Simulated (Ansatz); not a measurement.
# InAg3: pressure and energy less free atoms against volume per atom

Results calculated with Ansatz 0.2.0, not measured. Periodic Kohn-Sham DFT of a crystal at fixed atoms; pressure and stress are positive in compression; the energy is the free energy less that of spherical unpolarised free atoms; site moments are those in the method's own spheres, positive along +z.

Cell of the first row (space group Pm-3m, No. 221):
```
cell vectors (Å)
   4.0594     0.0000     0.0000
   0.0000     4.0594     0.0000
   0.0000     0.0000     4.0594
atoms (fractions of the cell vectors)
In  0.00000  0.00000  0.00000
Ag  0.00000  0.50000  0.50000
Ag  0.50000  0.00000  0.50000
Ag  0.50000  0.50000  0.00000
```

Settings of every row: method all-electron LAPW; functional PBEsol; relativity scalar; k mesh 9x9x9; filling fermi-dirac; smearing width 0.05 eV; basis error target 0.5 meV/atom; nucleus gaussian.

Atom start moment: 0 on all atoms.

```csv
row,volume per atom (Å³),pressure (GPa),energy less free atoms (eV/atom)
1,16.723,7.139,-3.2513
2,17.435,1.831,-3.2707
3,17.791,-0.298,-3.2723
4,17.969,?,?
5,18.503,-3.83,-3.2628
```

Question: what pressure and energy less free atoms should row 4 give?

Worked fit of pressure. Take u = (V_r/V)^(2/3) − 1 with V_r = 17.613 Å³ an atom, which is twice the finite (Eulerian) strain; such expansions in the strain, on which the Birch-Murnaghan equation of state is built, carry the rest volume and the bulk modulus. The shown rows have u = 0.03517, 0.00679, -0.00668, -0.03233. Least squares give pressure = 0.7297 + 160.662 × u + 610.84 × u² GPa; a straight line predicts inner rows, each left out in turn, worse (root mean square 0.46 against 0.038 GPa). The rows lie off it by 0.003, -0.018, 0.018, -0.004 (root mean square 0.013 GPa). The pressure vanishes at u = -0.0046, or V = 17.74 Å³ an atom, and there the bulk modulus at fixed shape and fractions is B = −V dP/dV = (2/3)(1 + u) dP/du = 103 GPa. The withheld row has u = -0.01325, so the fit gives 0.7297 + 160.662 × (-0.01325) + 610.84 × (-0.01325)² = -1.292 GPa.

The calculation gave -1.266 GPa. The fit lies 0.026 GPa (2.1 % of the value, 0.24 % of the column's range) below it; its largest miss of a shown row is 0.018 GPa.

Worked fit of energy less free atoms. Take u = (V_r/V)^(2/3) − 1 with V_r = 17.613 Å³ an atom, which is twice the finite (Eulerian) strain; such expansions in the strain, on which the Birch-Murnaghan equation of state is built, carry the rest volume and the bulk modulus. The shown rows have u = 0.03517, 0.00679, -0.00668, -0.03233. Least squares give energy less free atoms = −3.2721 + 0.1328 × u + 13.026 × u² eV/atom; a straight line predicts inner rows, each left out in turn, worse (root mean square 0.0097 against 0.00022 eV/atom). The rows lie off it by 0.0000, -0.0001, 0.0001, 0.0000. Its lowest point lies at u = -0.0051, or V = 17.75 Å³ an atom, and the curvature there gives the bulk modulus at fixed shape and fractions, B = (4/9)(1 + u)² E″(u)/V = 103 GPa. The withheld row has u = -0.01325, so the fit gives −3.2721 + 0.1328 × (-0.01325) + 13.026 × (-0.01325)² = -3.2716 eV/atom.

The calculation gave -3.2715 eV/atom. The fit lies 0.0001 eV/atom (0.48 % of the column's range) below it, one unit of the last digit.
